# Löwdin orbitals as Wannier functions of a chain with overlap: response of a Li 2s model chain

**Question.** A chain of lithium atoms carries one valence orbital per site. How do the coefficients and the decay length of its Wannier function respond, in sign and in size, when the spacing, the orbital exponent, the orbital symmetry, the range of the overlaps or the Hamiltonian is changed?

## Statements

Sites lie at $x=na$. The orbitals $\phi_n(\mathbf r)=\phi(\mathbf r-na\hat{\mathbf x})$ are real, normalised and of definite parity, with overlaps $s_n=\langle\phi_0|\phi_n\rangle=s_{-n}$. Write $\theta=ka$ and
$$S(\theta)=1+2\sum_{n\ge1}s_n\cos n\theta .$$
The nearest-neighbour (NN) model keeps only $s_1=s$ and requires $|s|<1/2$.

**1. Construction.** The symmetrically orthogonalised orbitals of Löwdin (1950) are Wannier functions of the band spanned by the $\phi_n$:
$$w_0=\sum_n c_n\phi_n,\qquad c_n=\frac1{2\pi}\int_{-\pi}^{\pi}\frac{e^{in\theta}\,d\theta}{\sqrt{S(\theta)}} .$$
They are the maximally localised ones, and they do not depend on the Hamiltonian.

**2. Small overlap (NN).**
$$c_0=1+\tfrac34s^2+\dots,\quad c_{\pm1}=-\tfrac12s-\tfrac{15}{16}s^3-\dots,\quad c_{\pm2}=\tfrac38s^2+\dots$$
so that $w_0=\phi_0-\tfrac s2(\phi_1+\phi_{-1})+O(s^2)$.

**3. Closed form and tail (NN).** Let $\cosh ha=1/(2|s|)$, $r=e^{-ha}$, $\sigma=\operatorname{sign}s$ and $b_m=\binom{2m}{m}4^{-m}$. For $n\ge0$,
$$c_n=(-\sigma r)^n\sqrt{1+r^2}\sum_{m\ge0}b_mb_{m+n}r^{2m}\;\longrightarrow\;(-\sigma)^n e^{-nha}\sqrt{\frac{\coth ha}{\pi n}}\quad(n\to\infty).$$

**4. Response.** In the NN model
$$\frac{d(ha)}{d\ln|s|}=-\coth ha .$$
With further overlaps, $ha$ is the distance from the real axis of the nearest zero of $S(\theta)$. To first order in $s_2$,
$$\delta(ha)=\frac{s_2\cosh 2ha}{|s_1|\sinh ha}.$$

## The model and the answers

The orbital is a nodeless Slater 2s function, $\phi\propto\rho\,e^{-\zeta\rho}$ with $\rho$ the distance from the nucleus. Slater's rules give $\zeta=(3-2\times0.85)/2=0.65$ bohr$^{-1}$, which is taken as an input. With $p=\zeta\times$(distance), the 2s overlap and the overlap of two 2p$\sigma$ functions pointing the same way along the chain are
$$f_s(p)=e^{-p}\Big(1+p+\tfrac49p^2+\tfrac19p^3+\tfrac1{45}p^4\Big),$$
$$f_p(p)=e^{-p}\Big(1+p+\tfrac15p^2-\tfrac2{15}p^3-\tfrac1{15}p^4\Big),$$
and $s_n=f(n\zeta a)$. The reference chain has $a=8$ bohr (4.23 Å), so $\zeta a=5.2$. It is stretched well beyond the typical neighbour distance in lithium metal, about 3.0 Å, and was chosen so that $s_1$ lies clearly below $1/2$. All numbers below belong to this model. "All" means that every overlap is kept. Lengths are in bohr.

| case | $a$ | $\zeta$ | $s_1$ | $s_2$ | $ha$ NN | $ha$ all | $1/h$ NN | $1/h$ all |
|---|---|---|---|---|---|---|---|---|
| reference | 8 | 0.65 | 0.2763 | 0.0135 | 1.199 | 1.422 | 6.67 | 5.62 |
| A stretch 5 % | 8.4 | 0.65 | 0.2448 | 0.0095 | 1.341 | 1.535 | 6.26 | 5.47 |
| B contract 5 % | 8 | 0.6825 | 0.2448 | 0.0095 | 1.341 | 1.535 | 5.96 | 5.21 |
| C 2p$\sigma$ | 8 | 0.65 | −0.3083 | −0.0273 | 1.064 | 0.831 | 7.52 | 9.63 |
| E compress | 6 | 0.65 | 0.4735 | 0.0700 | 0.333 | 0.915 | 18.0 | 6.56 |

| case | overlaps | $c_0$ | $c_1$ | $c_2$ |
|---|---|---|---|---|
| reference | NN | 1.0695 | −0.1631 | 0.03702 |
| reference (D) | all | 1.0667 | −0.1586 | 0.02753 |
| A, B | NN | 1.0520 | −0.1388 | 0.02730 |
| C | NN | 1.0916 | 0.1913 | 0.04975 |
| E | NN | 1.461 | −0.571 | 0.316 |
| E | all | 1.272 | −0.373 | 0.108 |

For the reference chain the first-order coefficient $-s/2=-0.1382$ falls short of the NN value $-0.1631$, and the cubic term brings it to $-0.1579$. The tail formula gives $c_3\approx-0.0098$ against the NN value $-0.0093$, so it is usable from the third neighbour on.

## The changes

### A. Stretch the chain by 5 %

*Reasoning.* The overlap falls, so less of the neighbours has to be subtracted: $|c_1|$ falls and $ha$ rises. Differentiation gives
$$\frac{d\ln f_s}{d\ln p}=-\frac{p^2(1+p)(5+p^2)\,e^{-p}}{45f_s}=-2.383\quad\text{at }p=5.2 ,$$
so $s$ should fall by 11.9 %. With $\coth ha=1.200$, statement 4 predicts $\delta(ha)=+0.143$. The coefficient $c_1$ responds more strongly than $s$, because its cubic term falls three times as fast. The two-term series gives $d\ln|c_1|/d\ln s=1.25$ and a predicted fall of 14.9 %. The rate per unit length is subject to two opposed effects, since each step damps more but is also longer. The first has $d\ln(ha)/d\ln p=2.38$, the second subtracts 1, and the net exponent 1.38 predicts a rise of $h$ by 6.9 %.

*Calculation.* In the NN model $s$ falls by 11.4 %, $ha$ rises by 0.142, $|c_1|$ falls by 14.9 % and $h$ rises by 6.5 %. With all overlaps $ha$ rises by only 0.113 and $h$ by only 2.8 %. The sign of the NN prediction survives, but for $h$ its size is more than twice too large. Change D explains why.

### B. Contract the orbital by 5 % at fixed spacing

*Reasoning.* All overlaps depend on $\zeta$ and $a$ only through $\zeta a$. Raising $\zeta$ to 0.6825 bohr$^{-1}$ gives the same $\zeta a=5.46$ as change A, so every $c_n$ and $ha$ must coincide with those of A. The step length is unchanged, so the full exponent 2.38 acts on $h$ and predicts a rise of 11.9 %.

*Calculation.* $h$ rises by 11.8 % in the NN model and by 8.0 % with all overlaps. The Wannier functions of A and B are the same object drawn at two scales, in the ratio $8.4:8$.

### C. Replace 2s by 2p$\sigma$ at the same exponent

*Reasoning.* Parallel p$\sigma$ orbitals face each other with lobes of opposite sign, so $s$ turns negative. The substitution $\theta\to\theta+\pi$ shows that $c_n(-s)=(-1)^nc_n(s)$ in the NN model. All coefficients become positive, and the sign change alone leaves $h$ untouched. The branch points move from the zone boundary, $\theta=\pi\pm iha$, to the zone centre, $\theta=\pm iha$. The magnitude also changes, because the directed lobes overlap more: $\ln(0.3083/0.2763)\approx0.11$, which predicts $\delta(ha)=-0.13$. Here $s_2$ is negative as well, so by statement 4 it slows the decay further, by $-0.295$ to first order.

*Calculation.* The NN change is $-0.135$, with $c_1=+0.1913$. The further overlaps shift $ha$ by $-0.234$, from 1.064 to 0.831. With all overlaps the change from 2s to 2p$\sigma$ is $-0.592$, more than four times the NN value, because the neglected terms push the two chains in opposite directions.

### D. Keep the overlaps beyond the first neighbour

*Reasoning.* At the reference spacing $s_2$ is only about a twentieth of $s_1$, but it enters $c_2$ in first order, as $-s_2/2=-0.00676$, and there it competes with $\tfrac38s_1^2=0.02863$. So $c_2$ should fall by roughly a fifth, while $c_0$ and $c_1$ change only through products such as $s_1s_2$. The decay rate is sensitive too, since it is fixed at complex $\theta$, where $s_n$ is multiplied by $\cosh nha$. On the line $\theta=\pi+iy$,
$$S=1-2s_1\cosh y+2s_2\cosh2y-2s_3\cosh3y+\dots$$
A positive $s_2$ raises $S$ and pushes the zero outward, by $+0.180$ to first order. The term in $s_3$ pulls part of the way back.

*Calculation.* With $s_2$ alone $ha=1.456$. With all overlaps $ha=1.422$, a shift of $+0.223$ or 19 %. The coefficient $c_2$ falls by 26 %, from 0.03702 to 0.02753, and $|c_1|$ by 2.7 %. The NN model therefore gives $c_1$ to a few per cent but $h$ and $c_2$ only to about a fifth or a quarter. This also accounts for the weaker response in A: the stretch lowers $s_2$ by 30 %, the shift due to further overlaps shrinks from 0.223 to 0.194, and the loss is subtracted from the NN gain of 0.142.

### E. Compress the chain to 6 bohr (3.18 Å)

*Reasoning.* When the zero is near the real axis, $S(\pi+iy)\approx S(\pi)-\tfrac12\kappa y^2$ with $\kappa=2\sum_n(-1)^{n+1}n^2s_n$, so $ha\approx\sqrt{2S(\pi)/\kappa}$. In the NN model $S(\pi)=1-2s=0.0530$ and $\kappa=0.947$, which gives $ha\approx0.33$. The NN decay length diverges at $s=1/2$, reached at $a=5.77$ bohr (3.05 Å), and below that spacing the NN overlap matrix has negative eigenvalues. This is an artefact of truncation. The full $S(\theta)$ is the squared norm of a Bloch sum whose plane-wave components are those of $\phi$ at wave vectors with $x$ component $k+2\pi m/a$. They do not all vanish, so $S>0$ at every spacing. At the zone boundary $2s_2$ is larger than $1-2s_1$. With all overlaps $S(\pi)=0.1825$ and $\kappa=0.477$, and the estimate becomes $ha\approx0.87$.

*Calculation.* The values are $ha=0.333$ (NN) and 0.915 (all), a factor of 2.7. Compression from 8 to 6 bohr lengthens $1/h$ from 6.67 to 18.0 bohr in the NN model but only from 5.62 to 6.56 bohr with all overlaps, and $c_1$ is $-0.373$ instead of $-0.571$. The NN formula has the sign of the response right and is of no quantitative use at this spacing.

### F. Change the Hamiltonian

*Reasoning.* With one orbital per cell, translation symmetry fixes the Bloch state at each $k$, so no change of the matrix elements of $H$ alters $w_0$. Only the energy matrix elements between Wannier functions respond.

*Calculation.* For an on-site energy $\varepsilon_0$ and a neighbour element $t$, both taken between the $\phi_n$, in the NN model with $s>0$,
$$\varepsilon(\theta)=\frac{\varepsilon_0+2t\cos\theta}{1+2s\cos\theta}=\varepsilon_0+\frac{\beta}{s}\Big(1-\frac1{S}\Big),\qquad\beta=t-s\varepsilon_0 .$$
The Fourier coefficients of $1/S$ are $(-r)^{|n|}\coth ha$, so for $n\ge1$
$$t_n=\langle w_0|H|w_n\rangle=-\frac\beta s(-r)^n\coth ha .$$
A constant added to the potential shifts $\varepsilon_0$ by $V$ and $t$ by $sV$, and leaves $\beta$ and all $t_n$ unchanged. A change of $\beta$ by 10 % changes every $t_n$ by 10 % and leaves $t_2/t_1=-r=-0.3014$ as it was. The hoppings share the exponent $h$ but lack the factor $n^{-1/2}$, because $1/S$ has poles where $S^{-1/2}$ has branch points.

## Proofs

**Statement 1.** The Bloch sums $\chi_k=\sum_ne^{ikna}\phi_n$ obey $\langle\chi_k|\chi_{k'}\rangle=(2\pi/a)\,\delta(k-k')\,S(ka)$. The states $\psi_k=S^{-1/2}\chi_k$, with the positive root, are normalised to $(2\pi/a)\,\delta(k-k')$ and are smooth and periodic in $k$. Within the space of the $\phi_n$ there is one state per $k$, so $\psi_k$ diagonalises every lattice-periodic $H$ in that space. The Wannier functions $w_m=(a/2\pi)\int dk\,e^{-ikma}\psi_k$ equal $\sum_nc_{n-m}\phi_n$ with the $c_n$ stated. The overlap matrix $\mathsf S_{mn}=s_{n-m}$ is diagonal in plane waves with eigenvalues $S(\theta)$, so its positive inverse square root has elements $c_{n-m}$. Hence $w_m=\sum_n(\mathsf S^{-1/2})_{mn}\phi_n$, which is Löwdin's definition, and $\langle w_m|w_n\rangle=\delta_{mn}$.

For the spread, let $P=\sum_m|w_m\rangle\langle w_m|$ and $Q=1-P$, and insert $P+Q$ as in the decomposition of Marzari and Vanderbilt (1997):
$$\langle\mathbf r^2\rangle-\langle\mathbf r\rangle^2=\sum_\alpha\langle w_0|r_\alpha Qr_\alpha|w_0\rangle+\sum_{m\ne0}|\langle w_m|\mathbf r|w_0\rangle|^2 .$$
The first term is the trace per cell of $\sum_\alpha Pr_\alpha Qr_\alpha$ and does not depend on the phases of the $\psi_k$. The second is non-negative. Since $c_n=c_{-n}$, $w_0$ is real and has the parity of $\phi$ about its site. Inversion through the midpoint $\mathbf R=ma\hat{\mathbf x}/2$ exchanges $w_0$ and $w_m$ up to a common sign, so the product $w_0w_m$ is even about $\mathbf R$. Then $\langle w_m|\mathbf r|w_0\rangle=\mathbf R\langle w_m|w_0\rangle=0$ for $m\neq0$, and the spread takes its lower bound.

**Statement 2.** Put $z=e^{i\theta}$ and $\lambda=s(z+z^{-1})$ in $(1+\lambda)^{-1/2}=1-\tfrac12\lambda+\tfrac38\lambda^2-\tfrac5{16}\lambda^3+\dots$ Use $(z+z^{-1})^2=z^2+2+z^{-2}$ and $(z+z^{-1})^3=z^3+3z+3z^{-1}+z^{-3}$, and collect powers of $z$. The series converges for $|s|<1/2$.

**Statement 3.** Take $s>0$. The definition of $r$ means $s=r/(1+r^2)$, and therefore
$$1+2s\cos\theta=\frac{(1+rz)(1+r/z)}{1+r^2}.$$
Each factor is expanded with $(1+x)^{-1/2}=\sum_mb_m(-x)^m$, and the coefficient of $z^{-n}$ in the product is the stated sum. For large $n$ and fixed $m$, $b_{m+n}/b_n\to1$ from below, so by dominated convergence the sum tends to $b_n\sum_mb_mr^{2m}=b_n(1-r^2)^{-1/2}$. Stirling's formula gives $b_n\to(\pi n)^{-1/2}$, and $(1+r^2)/(1-r^2)=\coth ha$. Negative $s$ follows from $\theta\to\theta+\pi$. The same factorisation with two geometric series gives the coefficients of $1/S$ used in F.

**Statement 4.** Differentiating $\cosh ha=1/(2|s|)$ gives $\sinh(ha)\,d(ha)=-\cosh(ha)\,d\ln|s|$. For general overlaps $S(\theta)$ is analytic in the strip $|\operatorname{Im}\theta|<\zeta a$, since $s_n$ falls as $e^{-n\zeta a}$ times a polynomial. The contour for $c_n$ can be raised until it meets a zero $\theta_0$ of $S$. Near a simple zero $S^{-1/2}\propto(\theta-\theta_0)^{-1/2}$, and the integral along the cut, $\int_0^\infty\tau^{-1/2}e^{-n\tau}d\tau=\sqrt{\pi/n}$, restores the form $n^{-1/2}e^{-n\operatorname{Im}\theta_0}$. For either sign of $s_1$ the condition with two overlaps reads $1-2|s_1|\cosh y+2s_2\cosh2y=0$, and linearising about the NN root gives the stated shift.

**The zeros used are the nearest ones.** At $\theta=x+iy$, $\operatorname{Im}S=-2\sum_ns_n\sin nx\sinh ny$ and $|\sin nx|\le n|\sin x|$. If $s_1\sinh y>\sum_{n\ge2}ns_n\sinh ny$, no zero lies off the lines $x=0,\pi$, and $S(\pi+iy)$ decreases monotonically. On $x=0$ all 2s terms are positive. The ratios $\sinh ny/\sinh y$ grow with $y$, so the inequality needs testing only at the root. It reads $0.540>0.268$ for the reference chain and also holds for A and B. For E it fails, and the first three terms are kept exactly. After division by $\sin x\sinh y$ they are $s_1+4s_2\tau v+s_3(4\tau^2-1)(4v^2-1)$ with $\tau=\cos x$, $v=\cosh y$. Up to the root this is smallest at $\tau=-1$ and the largest $v$, where it equals 0.191, while the remaining terms are bounded by 0.027. For C all $s_n$ are negative, so $\operatorname{Re}S\ge1-2\sum_n|s_n|\cosh ny$, which first vanishes at the root on $x=0$.

**Overlap integrals.** In prolate spheroidal coordinates $\xi\ge1$, $|\eta|\le1$ about two sites a distance $d$ apart, with $p=\zeta d$,
$$f_s=\frac{p^5}{48}\iint(\xi^2-\eta^2)^2e^{-p\xi}\,d\xi\,d\eta,\qquad f_p=\frac{p^5}{16}\iint(\xi^2\eta^2-1)(\xi^2-\eta^2)e^{-p\xi}\,d\xi\,d\eta ,$$
and repeated integration by parts in $\xi$ gives the polynomials.

## Limits of the model

The rate $h$ describes the coefficients. It also governs the envelope of $w_0$ along the chain as long as $h<\zeta$, which holds by a wide margin in every row, the smallest $\zeta a$ being 3.9. The nodeless orbital is not orthogonal to the 1s cores, and its exponent is frozen. In lithium at metallic spacings 2s and 2p states mix strongly, so a one-orbital space does not reproduce the valence band there. With one electron per atom the 2s band is half filled, so $w_0$ is a basis function for the whole band and not an occupied orbital. The lengths of 5 to 7 bohr found for the 2s chains with all overlaps are the model's and are set by the geometry of its basis alone.